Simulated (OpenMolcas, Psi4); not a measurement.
**How basis sets differ on C2H6Si (SMILES C[Si]C)**

C2H6Si: 9 atoms, total charge 0, spin state singlet. As SMILES, `C[Si]C`. The shape is that of a PBE0-D4/def2-TZVP optimisation.

Quantity: the HOMO–LUMO gap, in eV. The values are calculated.

| level | kind | program | value (eV) | CPU time |
| --- | --- | --- | --- | --- |
| HF/ANO-R0 (sfX2C) | Hartree–Fock | OpenMolcas | 10.06 | 1.7 s |
| HF/ANO-RCC-MB (DKH2) | Hartree–Fock | OpenMolcas | 9.93 | 1.9 s |
| HF/STO-3G | Hartree–Fock | OpenMolcas | 12.16 | 2.4 s |
| HF/STO-3G (density fitting) | Hartree–Fock | Psi4 | 12.16 | 3 s |
| HF/3-21G | Hartree–Fock | OpenMolcas | 9.42 | 2.9 s |
| HF/6-311+G** | Hartree–Fock | OpenMolcas | 9.14 | 20 s |

The values span 9.14 to 12.16 eV. A Hartree–Fock LUMO above zero doesn't converge with the basis: it sinks as sets grow more diffuse. Orbital gaps aren't excitation energies. CPU times are rough (shared hosts, several kinds of processor and program).

The gap narrows markedly from STO-3G (12.16 eV) through 3-21G (9.42 eV) to 6-311+G** (9.14 eV). In a singlet dialkylsilylene the HOMO is essentially the silicon lone pair, rich in 3s character, and the LUMO is the formally empty silicon 3p orbital perpendicular to the C–Si–C plane. STO-3G gives these two orbitals the same fixed radial shape as the bonding orbitals, and the empty 3p orbital probably suffers most because it can't expand.

Minimal size alone doesn't account for the error: the two ANO sets are also minimal, yet they give 10.06 and 9.93 eV. Contractions taken from correlated atomic calculations probably describe the silicon valence shell better, though these rows also include scalar relativity, whose effect on the valence levels of so light an element should be small. Density fitting leaves the STO-3G gap unchanged at the printed precision, so the spread doesn't come from the integral treatment. The singlet–triplet separation, which governs much of a silylene's reactivity, can't be inferred from these gaps.
